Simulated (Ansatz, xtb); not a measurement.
Relative energy of two isomers of CH6Si2Te

Structure I: `C[Si@@H]1[SiH2][Te]1`, a singlet. Structure II: `C[Si]([SiH3])=[Te]`, a singlet. Both are isolated molecules in the gas phase, relaxed with r2SCAN-D4/def2-SVP.

Quicker runs give these differences E(II) − E(I): GFN2-xTB −9.9 kcal/mol; HF/STO-3G +15.7 kcal/mol (at GFN2-xTB geometries); r2SCAN-D4/def2-SVP//GFN2-xTB +14.4 kcal/mol.

Task: Which of the two would you expect CCSD(T)/def2-SVP + ΔMP2/def2-TZVPP electronic energies to favour?

Result: Structure I; the calculation gives E(II) − E(I) = +11.0 kcal/mol.

Level by level:

```csv
level,geometry,E(II) − E(I) (kcal/mol),departure from the last row (kcal/mol),"job, with rough time for the two"
GFN2-xTB,GFN2-xTB,−9.9,−21.0,"optimisation, 0.31 s"
HF/STO-3G,GFN2-xTB,+15.7,+4.7,"single point, 1.6 s"
r2SCAN-D4/def2-SVP//GFN2-xTB,GFN2-xTB,+14.4,+3.4,"single point, 4.3 s"
r2SCAN-D4/def2-SVP,r2SCAN-D4/def2-SVP,+11.8,+0.8,"optimisation, 2.8 min"
HF/def2-SVP,r2SCAN-D4/def2-SVP,+8.2,−2.9,part of the CCSD(T) run
MP2/def2-SVP,r2SCAN-D4/def2-SVP,+9.6,−1.4,part of the CCSD(T) run
CCSD(T)/def2-SVP,r2SCAN-D4/def2-SVP,+8.2,−2.8,single point
CCSD(T)/def2-SVP + ΔMP2/def2-TZVPP,r2SCAN-D4/def2-SVP,+11.0,,"single point, 41 s"
```

As drawn, II has 1 Si=Te in place of 2 Si–Te. Structure I has a 3-membered ring, II no ring.

GFN2-xTB puts the two in the other order. The largest departure from CCSD(T)/def2-SVP + ΔMP2/def2-TZVPP is that of GFN2-xTB, 21.0 kcal/mol. The last row adds to CCSD(T) the change of the MP2 difference between the two basis sets, here +2.8 kcal/mol.

With harmonic frequencies from r2SCAN-D4/def2-SVP (ideal gas, rigid rotor, one conformer each, 298.15 K, 1 atm): on the last row, ΔE + ΔZPE = +10.3 kcal/mol. A mode under 50 cm⁻¹ makes harmonic enthalpies and free energies unreliable, so none is given.

The correlated steps freeze 15 core orbitals; the filled d shell of Te is correlated, in a basis made for valence electrons. Atoms past krypton carry core potentials in the def2 sets, other sets are all-electron and non-relativistic, and no spin–orbit term is included. Mirror images aren't counted in ΔG. Codes used: Ansatz 0.2.0, xtb 6.7.1; the last row on 2 threads of Intel(R) Xeon(R) Processor @ 2.70GHz on a shared host.

The ring is the more stable of these two isomers, by 11.0 kcal/mol at the highest level, and zero-point energy barely changes that. Both structures keep the Si–Si and Si–C bonds and the same number of Si–H bonds, so the comparison is essentially a second Si–Te σ bond plus ring strain against a Si=Te π bond. The π bond is weak because the diffuse 5p orbital of Te overlaps poorly with Si 3p at a long bond distance. Tellurium also tolerates a narrow angle, since it bonds largely through p orbitals, so opening the ring probably releases too little strain to compensate.

Hartree–Fock and CCSD(T) nearly coincide in the same basis, so correlation largely cancels between the isomers. The reversed order from GFN2-xTB lies mainly in its energy function rather than its geometries, on which r2SCAN-D4 still favours the ring. The preference says nothing about the barrier between the isomers or the tendency of the unsaturated one to dimerise.
